# The DFPT vertex as a local approximation to $\Gamma\epsilon_e^{-1}g_b$

## General statement

Treat the displacement $u$ as static and classical, and write energies as $\omega$. Dyson's equation is $G^{-1}=\omega-T-v_{\rm tot}-\Sigma_{xc}(\omega)$ with $v_{\rm tot}=v_{\rm ion}+v_H$. Define the bare coupling $g_b=dv_{\rm ion}/du$ (J/m), the vertex $\Gamma=-\delta G^{-1}/\delta v_{\rm tot}$, the polarisability $P=\delta n/\delta v_{\rm tot}$, and the electronic *test-charge* dielectric function $\epsilon_e=1-vP$, with $v$ the bare interaction. The chain rule gives

$$-\frac{dG^{-1}}{du}=\frac{d(v_{\rm ion}+v_H+\Sigma_{xc})}{du}=\Gamma\epsilon_e^{-1}g_b .$$

Now set $\Sigma_{xc}=v_{xc}[n]$, with kernel $f_{xc}=\delta v_{xc}/\delta n$ and Kohn–Sham (KS) response $\chi_0$. Then $\Gamma=1+f_{xc}P$ and $P=\chi_0\Gamma$, so $\Gamma_{\rm KS}=(1-f_{xc}\chi_0)^{-1}$. Since $\epsilon_e\Gamma_{\rm KS}^{-1}=1-f_{xc}\chi_0-v\chi_0$,

$$\Gamma_{\rm KS}\epsilon_e^{-1}g_b=[1-(v+f_{xc})\chi_0]^{-1}g_b ,$$

the vertex of density-functional perturbation theory (DFPT). For a quasiparticle of energy $E$ and normalised amplitude $\phi$, differentiating the pole condition gives

$$\frac{dE}{du}=Z\langle\phi|\Gamma\epsilon_e^{-1}g_b|\phi\rangle_{\omega=E},\qquad Z^{-1}=1-\langle\phi|\partial_\omega\Sigma_{xc}|\phi\rangle .$$

Between two degenerate quasiparticles, $Z$ becomes $\sqrt{Z_1Z_2}$.

## Two sites, two electrons

Only site $d$ interacts and couples to $u$, so $v$, $\Gamma$ and $f_{xc}$ are scalars:

$$H=\left(-\tfrac U2+x\right)n_d+Un_{d\uparrow}n_{d\downarrow}-t\sum_\sigma(d^\dagger_\sigma c_\sigma+{\rm h.c.}),\qquad x=g_bu .$$

Convention: $v_H=Un_d$, so $v=U$ and the exchange term $-Un_d/2$ belongs to $\Sigma_{xc}$. Let $a=U/4$, $R=\sqrt{a^2+4t^2}$, $r=\sqrt{a^2+t^2}$.

**Screening.** At $x=0$ the singlet ground state has energy $-a-R$, $n_d=1$, and weight $\beta^2=(R-a)/2R$ on $(|dd\rangle+|cc\rangle)/\sqrt2$. The perturbation mixes in only $(|dd\rangle-|cc\rangle)/\sqrt2$, of energy zero, so

$$\chi=\frac{dn_d}{dx}=-\frac{2\beta^2}{R+a}=-\frac{R-a}{R(R+a)},\qquad\epsilon_e^{-1}=1+U\chi .$$

**Exact vertex.** One-electron energies are $-a\mp r$, so with particle–hole symmetry $G_{dd}$ has poles at $\pm(R-r)$ and $\pm(R+r)$. Inverting it through $G_{dd}^{-1}=\omega+U/2-x-v_H-\Sigma_{xc}-t^2/\omega$ gives at $x=0$

$$v_H+\Sigma_{xc}=2a+\frac{2a^2}{\omega-3t}+\frac{2a^2}{\omega+3t}.$$

At finite $x$ the two-pole form survives. The constant is $Un_d/2$, the total weight $U^2n_d(2-n_d)/4$ is stationary, and symmetry makes both poles move equally. Matching the Hellmann–Feynman shifts of the poles of $G_{dd}$, namely $\frac12(1-a/r)x$ for the inner pair and $\frac12(1+a/r)x$ for the outer, fixes the pole shift $(\frac12-a\chi)x$ and the weight changes $\pm Bx/6t$ at $\pm3t$, with $B=a^2\left[6-8a^2/R(R+a)\right]$. Hence

$$\Lambda(\omega)\equiv\Gamma\epsilon_e^{-1}=1+2a\chi+\frac{B}{\omega^2-9t^2}+4a^2\left(\tfrac12-a\chi\right)\frac{\omega^2+9t^2}{(\omega^2-9t^2)^2}.$$

**Quasiparticle.** For removal into the one-electron ground state, $E=-(R-r)$ and $|\phi_d|^2=(1+t^2/E^2)^{-1}$. The general formula $Z|\phi_d|^2\Lambda(E)$ returns $\frac12(1-a/r)$, the difference of $n_d$ between the two- and one-electron ground states.

**DFPT.** The KS dimer with $n_d=1$ has $\chi_0=-1/2t$ and $|\phi_d|^2=\frac12$. The exact kernel reproduces $\chi$, so $f_{xc}=\chi_0^{-1}-\chi^{-1}-U$ and the DFPT vertex is $\chi/\chi_0$.

**Numbers** for the illustrative choice $U=3t$: $R=2.136\,t$, $r=1.25\,t$, $\chi=-0.2248/t$, $\epsilon_e^{-1}=0.3255$, $f_{xc}=-0.552\,t$, $E=-0.886\,t$.

| | $\Gamma$ | $\Gamma\epsilon_e^{-1}$ | $\lvert\phi_d\rvert^2$ | $Z$ | $g_b^{-1}dE/du$ |
|---|---|---|---|---|---|
| exact, $\omega=E$ | 1.598 | 0.5200 | 0.4398 | 0.8745 | 0.2000 |
| DFPT, exact kernel | 1.382 | 0.4497 | 0.5 | 1 | 0.2248 |

Both rows share $\epsilon_e^{-1}$, because the density response is exact in both. The exact vertex depends on energy ($\Lambda(0)=0.501$, $\Lambda(\infty)=0.663$, poles at $\pm3t$), DFPT offers one number, and its coupling is 12 % high.

Two cautions. First, at fixed electron number $\chi$ fixes $\delta v_{xc}$ only up to a constant, here set by $\delta v_{xc}=0$ on $c$, where $\Sigma_{xc}$ vanishes. Fixing it by the ionisation-potential theorem would make this level's shift exact by construction, and leave the vertex independent of $\omega$. Second, $Z$ times the DFPT coupling, 0.197, lies near 0.2000 but is no identity: at small $a$ the factor needed is $1-3a^2/8t^2$, while $Z=1-5a^2/16t^2$.

## One mode in jellium: Na and Al

A single Fourier component $q\neq0$ again makes the KS quantities scalars, with no free constant. With $v_q=e^2/\varepsilon_0q^2$, the Lindhard response is $\chi_0=-N_0L(s)$, where $N_0=mk_F/\pi^2\hbar^2$, $s=q/2k_F$ and $L=\frac12+\frac{1-s^2}{4s}\ln\left|\frac{1+s}{1-s}\right|$. The LDA kernel is $f_{xc}=d^2(n\varepsilon_{xc})/dn^2$ and the local-field factor $G_+=-f_{xc}/v_q\propto q^2$. With $y=-v_q\chi_0$,

$$\Gamma_{\rm KS}=\frac1{1-G_+y},\qquad\epsilon_e^{-1}=\frac{1-G_+y}{1+(1-G_+)y},\qquad\Gamma_{\rm KS}\epsilon_e^{-1}=\frac1{1+(1-G_+)y}.$$

Inputs: typical $r_s=3.93$ (Na) and $2.07$ (Al, a wiring metal), $n^{-1}=\frac43\pi(r_sa_0)^3$, $\varepsilon_x=-3e^2k_F/16\pi^2\varepsilon_0$, and the Perdew–Zunger (1981) fit $\varepsilon_c=-0.1423\,E_h/(1+1.0529\sqrt{r_s}+0.3334\,r_s)$, $E_h$ being the Hartree energy. At $q=k_F$, $L=0.912$:

| | Na | Al |
|---|---|---|
| $k_F$ (nm$^{-1}$) | 9.23 | 17.52 |
| $f_{xc}$ ($10^{-48}$ J m$^3$) | −9.55 | −2.53 |
| $G_+$ | 0.281 | 0.268 |
| $y$ | 2.378 | 1.252 |
| $\epsilon_e^{-1}$ | 0.123 | 0.347 |
| $\Gamma_{\rm KS}$ | 3.00 | 1.51 |
| DFPT, $\Gamma_{\rm KS}\epsilon_e^{-1}$ | 0.369 | 0.522 |
| RPA, $1/(1+y)$ | 0.296 | 0.444 |
| DFPT/RPA | 1.25 | 1.18 |

These are the model's ratios to $g_b$. A crystal adds the ionic form factor, band structure and umklapp. Dropping $\Gamma_{\rm KS}$ while keeping $f_{xc}$ in $\epsilon_e$ lowers the Na-density coupling threefold.

## What the local vertex stands for

For static $q\to0$, Landau theory gives the exact coupling on the Fermi surface. With quasiparticle density of states $N^*=N_0m^*/m$ and Landau parameter $F_0^s$, the shift obeys $\delta E=\delta v_{\rm tot}-F_0^s\,\delta E$ and $\delta n=-N^*\delta E$, so $Z\Gamma=1/(1+F_0^s)$. An LDA built on the exact $\varepsilon_{xc}$ yields the same $\delta n$ in this limit, with $\delta v_{\rm KS}=-\delta n/N_0$. Therefore

$$Z\Gamma\epsilon_e^{-1}g_b=\frac{m}{m^*}\,[1-(v+f_{xc})\chi_0]^{-1}g_b .$$

In jellium the DFPT vertex thus stands for the product $Z\Gamma\epsilon_e^{-1}$, up to $m/m^*$. Typical many-body estimates at these densities put $m^*/m$ within roughly 15 % of one, which rivals the local-field enhancement in the last table row. A typical $Z$ at the Na density is about 0.65, so multiplying a DFPT coupling by $Z$ counts a reduction that the exact $\Gamma$ has largely cancelled.